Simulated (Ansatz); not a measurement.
## SnO2: pressure and energy above lowest point against volume scale

All results are calculated (Ansatz 0.2.0). Free energy against uniform scaling of the volume at fixed shape and fractions; periodic cell, basis, potentials, k mesh and filling as listed.

The cell before it is scaled or strained (space group P6_3/mmc, No. 194):
```
SnO2
1.0
      3.2413     0.0000     0.0000
     -1.6207     2.8071     0.0000
      0.0000     0.0000    10.8264
Sn O
2 4
Direct
  0.00000 0.00000 0.50000
  0.00000 0.00000 0.00000
  0.66667 0.33333 0.40586
  0.66667 0.33333 0.09414
  0.33333 0.66667 0.59414
  0.33333 0.66667 0.90586
```

Settings of every row: functional r2SCAN; dispersion D3(BJ); potentials PAW; wave cutoff 600 eV; density cutoff 2400 eV; k mesh 12x12x2; k shift 0x0x0; occupations fixed; smearing width 0 eV; spin none.

Limits: dispersion damping borrowed; the cell comes from a prototype or a list of computed structures and needn't be the stable phase.

```
row  volume scale  V (Å³/atom)  pressure (GPa)  energy above lowest point (meV/atom)
  1        0.9406       15.442            0.06                                     0
  2        0.9703        15.93           -4.37                                   6.8
  3             1       16.418               ?                                     ?
  4        1.0297       16.905          -11.14                                  55.2
  5        1.0594       17.393           -13.7                                  93.1
```

Question: what pressure and energy above lowest point should row 3 give?

Worked fit of pressure. Take u = (V_r/V)^(2/3) − 1 with V_r = 16.418 Å³ an atom, which is twice the finite (Eulerian) strain; such expansions in the strain, on which the Birch-Murnaghan equation of state is built, carry the rest volume and the bulk modulus. The shown rows have u = 0.0417, 0.02032, -0.0193, -0.03773. Least squares give pressure = −8.069 + 170.82 × u + 575.6 × u² GPa; a straight line predicts inner rows, each left out in turn, worse (root mean square 0.53 against 0.026 GPa). The rows lie off it by 0.00, -0.01, 0.01, -0.01. The pressure vanishes at u = 0.0414, or V = 15.45 Å³ an atom, and there the bulk modulus at fixed shape and fractions is B = −V dP/dV = (2/3)(1 + u) dP/du = 152 GPa. Letting shape and atoms relax would as a rule lower it, by much in layered, chain or molecular crystals. The withheld row has u = 0, so the fit gives −8.069 + 170.82 × (0) + 575.6 × (0)² = -8.07 GPa.

The calculation gave -8.06 GPa. The fit lies 0.01 GPa (0.073 % of the column's range) below it, one unit of the last digit.

Worked fit of energy above lowest point. Take u = (V_r/V)^(2/3) − 1 with V_r = 16.418 Å³ an atom, which is twice the finite (Eulerian) strain; such expansions in the strain, on which the Birch-Murnaghan equation of state is built, carry the rest volume and the bulk modulus. The shown rows have u = 0.0417, 0.02032, -0.0193, -0.03773. Least squares give energy above lowest point = 25.88 − 1231.4 × u + 14620 × u² meV/atom; a straight line predicts inner rows, each left out in turn, worse (root mean square 13 against 0.25 meV/atom). The rows lie off it by 0.0, -0.1, 0.1, -0.1. The withheld row has u = 0, so the fit gives 25.88 − 1231.4 × (0) + 14620 × (0)² = 25.9 meV/atom.

The calculation gave 25.8 meV/atom. The fit lies 0.1 meV/atom (0.11 % of the column's range) above it, one unit of the last digit.
